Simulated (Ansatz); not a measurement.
# CrPd3: the change of energy above lowest point with volume scale

Results calculated with Ansatz 0.2.0, not measured. Free energy against uniform scaling of the volume at fixed shape and fractions; periodic cell, basis, potentials, k mesh and filling as listed.

The cell before it is scaled or strained (space group Pm-3m, No. 221):
```
cell vectors (Å)
   3.8909     0.0000     0.0000
   0.0000     3.8909     0.0000
   0.0000     0.0000     3.8909
atoms (fractions of the cell vectors)
Cr  0.00000  0.00000  0.00000
Pd  0.00000  0.50000  0.50000
Pd  0.50000  0.00000  0.50000
Pd  0.50000  0.50000  0.00000
```

Settings of every row: functional LDA; dispersion none; potentials PAW; wave cutoff 500 eV; density cutoff 2000 eV; k mesh 6x6x6; k shift 0x0x0; occupations fermi dirac; smearing width 0.1 eV; spin collinear.

Limits: coarse k mesh, up to 40 meV an atom off; the cell comes from a prototype or a list of computed structures and needn't be the stable phase; with one magnetic atom in the cell only parallel moments are possible.

| row | volume scale | V (Å³/atom) | energy above lowest point (meV/atom) |
| --- | --- | --- | --- |
| 1 | 0.92 | 13.548 | 0 |
| 2 | 0.9467 | 13.941 | 3.2 |
| 3 | 0.9733 | 14.333 | 20.1 |
| 4 | 1 | 14.726 | 48.3 |
| 5 | 1.0267 | 15.119 | ? |
| 6 | 1.0533 | 15.511 | 130.7 |
| 7 | 1.08 | 15.904 | 181.6 |

Question: what energy above lowest point should row 5 give?

Worked fit of energy above lowest point. Take u = (V_r/V)^(2/3) − 1 with V_r = 14.53 Å³ an atom, which is twice the finite (Eulerian) strain; such expansions in the strain, on which the Birch-Murnaghan equation of state is built, carry the rest volume and the bulk modulus. The shown rows have u = 0.04776, 0.02797, 0.00914, -0.00889, -0.04262, -0.05846. Least squares give energy above lowest point = 32.98 − 1572.7 × u + 17628 × u² + 17759 × u³ meV/atom; a parabola predicts inner rows, each left out in turn, worse (root mean square 0.79 against 0.081 meV/atom). All shown rows lie on it to the printed digit. Its lowest point lies at u = 0.0419, or V = 13.66 Å³ an atom, and the curvature there gives the bulk modulus at fixed shape and fractions, B = (4/9)(1 + u)² E″(u)/V = 225 GPa. The withheld row has u = -0.02614, so the fit gives 32.98 − 1572.7 × (-0.02614) + 17628 × (-0.02614)² + 17759 × (-0.02614)³ = 85.8 meV/atom.

The calculation gave 85.8 meV/atom. The fit meets it to the printed digit.
